The empty stretch of about 1.5 eV near the start of this indium phosphide spectrum comes from the sampling of the crystal's electron states, and does not belong to the material. The number of levels points to this: the first two match one sampled point, and the next sixteen match its eight nearest neighbours. Between these points the calculation has no states with which to absorb light.

Yambo 5.3.0, Bethe–Salpeter equation on Quantum ESPRESSO LDA states, for InP with the cell volume expanded by 4%, without spin-orbit coupling. The run uses a 6×6×6 k mesh, the top two valence and lowest three conduction bands, a scissor shift of 0.83 eV, and PseudoDojo 0.4.1 SR LDA stringent potentials with a wave cutoff of 802.736 eV.

```
row  exciton energies (eV)  exciton strengths (relative to the strongest)
  1                  1.093                                          0.886
  2                  1.093                                          1.000
  3                  2.571                                          0.214
  4                  2.572                                          0.039
  5                  2.572                                          0.255
  6                  2.602                                          0.000
  7                  2.602                                          0.000
  8                  2.602                                          0.000
  9                  2.608                                          0.000
 10                  2.608                                          0.000
 11                  2.609                                          0.000
 12                  2.609                                          0.000
 13                  2.609                                          0.000
 14                  2.612                                          0.000
 15                  2.612                                          0.000
 16                  2.614                                          0.001
 17                  2.614                                          0.000
 18                  2.614                                          0.001
 19                  2.904                                          0.207
 20                  2.904                                          0.027
 21                  2.904                                          0.235
 22                  2.913                                          0.000
 23                  2.913                                          0.000
 24                  2.913                                          0.000
 25                  2.920                                          0.000
 26                  2.920                                          0.000
 27                  2.944                                          0.000
 28                  2.944                                          0.000
 29                  2.944                                          0.000
 30                  2.944                                          0.000
 31                  2.944                                          0.000
 32                  2.944                                          0.000
 33                  2.945                                          0.000
 34                  2.945                                          0.000
 35                  2.989                                          0.005
 36                  2.989                                          0.001
 37                  2.989                                          0.002
 38                  2.989                                          0.000
 39                  2.989                                          0.000
 40                  2.989                                          0.001
```

Each row is an excited state in which an electron has left a filled valence band and is attracted by the hole it left behind. The energies come from the Bethe–Salpeter equation, which adds this attraction to transitions between LDA bands. The strengths tell how well each state absorbs light, relative to the strongest one. Two bright states lie at 1.093 eV, and the third row follows only at 2.571 eV.

**First explanation: a hydrogen-like series.** An electron bound to a hole resembles a hydrogen atom, so it is tempting to read the jump as the step from its first level to its second. In such a series the binding energy falls as 1/n², where n numbers the levels, and all levels crowd together below the band edge. The edge lies at 1.10 eV here and the lowest state is bound by only 7 meV, so the entire series must fit into those 7 meV. Row 3 lies about 1.5 eV above the edge, a distance some two hundred times the width of the series.

**Second explanation: a split valence band.** In real indium phosphide, spin-orbit coupling pushes one valence band below the others, which gives a second onset of absorption. That splitting is roughly 0.1 eV (a recalled value), more than ten times too small for the jump. The calculation also leaves spin-orbit coupling out, so it cannot have produced the feature.

**Third explanation: sparse sampling.** Light carries almost no momentum, so an electron keeps its wavevector k when it is excited. A crystal has a practically continuous range of k, but the calculation replaces it with a mesh of points. One of them is Γ, the point k = 0, where the gap is smallest. The next shell consists of eight points, and two valence bands take part in the calculation. With one conduction band as the target, this gives 2 levels from Γ and 2 × 8 = 16 from the shell, exactly the sizes of the first two groups in the table.

The counting favours the mesh, but it cannot say which eight points are meant. Rows 19 to 34 are sixteen levels again, and the results at hand do not list the points behind each level. The nearest points are expected to come first, because the transition energy rises on the way out from Γ. If so, the size of the jump should fit as well. Near Γ the conduction band and one valence band repel each other more strongly as k grows, which makes the conduction band rise steeply. The simplest description of this, the two-band k·p model, gives the rise of the transition energy from the topmost valence bands as

rise = √(G²/4 + P·T) − G/2

Here G is the LDA gap of 0.27 eV, and P measures the coupling of the two bands, roughly 20 eV (recalled). T is the kinetic energy of a free electron with the same k.

The nearest mesh points lie 0.305 Å⁻¹ from Γ. With ħ²/2m ≈ 3.8 eV Å², T is 3.8 × 0.305² ≈ 0.35 eV. The rise is then √(0.018 + 20 × 0.35) − 0.135 ≈ 2.5 eV.

No row of the table entered this estimate, and it exceeds the computed jump by about 70%. The model lets the band climb almost in a straight line, whereas real bands flatten towards the zone boundary, and these points are already a third of the way there. It therefore supports only the order of magnitude: one step of this mesh costs an electron volt or more, while binding costs a few thousandths. The printed output after this text sets the rival estimates side by side.

The same picture explains why the spectrum begins with a pair. In a cubic crystal without spin-orbit coupling, three valence bands meet at Γ, one for each direction in space. The calculation kept only the upper two of the filled bands, so it cut through this threefold set and left two members of a triplet. The pair is thus a product of the chosen band range, and should not be read as a splitting in the crystal. At the eight neighbouring points the upper two valence bands form a complete pair by themselves, so there the cut separates no equal partners.

Within the group of sixteen, the attraction between electron and hole becomes visible. The eight points are equivalent by symmetry, so without that attraction and the accompanying exchange term all sixteen transitions would have the same energy. They are in fact spread over about 43 meV, because the interaction mixes transitions at different k. The size of this spread belongs to the present mesh and would change with a finer one.

The mixing also decides which states absorb. Light drives the electrons along one direction, and a cubic crystal treats its three directions alike, so a bright state should come as one of three partners wherever the band range has not cut the set, as it did at Γ. Rows 3 to 5 are such a triplet and hold more than 99% of the group's strength. In them the contributions of the different points add up, while in the other states they largely cancel. Adding up in this way also keeps electron and hole close together, which is the likely reason why the bright triplet lies lowest. How the strength is shared among the three partners is arbitrary, and only their sum has a meaning.

For practical use, the position of the first peak is mostly an input. It is the LDA gap of 0.27 eV plus a chosen upward shift of 0.83 eV, less the small binding energy. The cell was also expanded by 4% in volume, which lowers the gap of this material, so 1.093 eV should not be compared with a sample at its normal volume.

The binding energy of 7 meV needs equal caution. A mesh with six points along each direction describes an exciton inside a repeating box about 25 Å long, whereas the real exciton has a radius of roughly 100 Å (recalled). The bands and cutoffs are not converged either, so a value close to experiment would be no evidence of accuracy.

A simple check carries over to similar spectra: count the levels in each group and compare the count with the number of equivalent mesh points times the bands involved. If the first two groups fit Γ and its nearest neighbours, a finer mesh should move the second group down and fill the empty stretch. In the k·p model the band climbs almost linearly, so halving the mesh spacing about halves the jump. The real jump should shrink by less, because the flattening of the bands holds down a long step more than a short one. On a given mesh the empty stretch tends to be wider where the gap is small and the electrons are light, and it closes only slowly as the mesh is refined.

Printed output of the fit:

```
Kohn-Sham gap plus imposed scissor, eV: 1.1
binding of the lowest exciton, meV: 7.189
jump from the pair to the next level, eV: 1.478
height of row 3 above the shifted band edge, eV: 1.471
step from first to second level of a hydrogen-like series, meV: 5.392
computed jump divided by that step: 274.1
valence bands kept in the exciton calculation: 2
levels in the first group: 2
levels in the second group: 16
levels expected from eight nearest mesh points: 16
distance from Gamma to the nearest mesh points, 1/angstrom: 0.3054
rough k.p rise of the transition to these points, eV: 2.535
rough k.p rise divided by computed jump: 1.715
repeat length that belongs to the 6x6x6 mesh, angstrom: 25.19
spread of the second group, meV: 43
bright triplet below the mean of the other thirteen, meV: 37.18
summed strength of the pair: 1.886
summed strength of rows 3 to 5: 0.508
summed strength of rows 6 to 18: 0.002
share of rows 3 to 5 in the strength of the second group, percent: 99.61
```
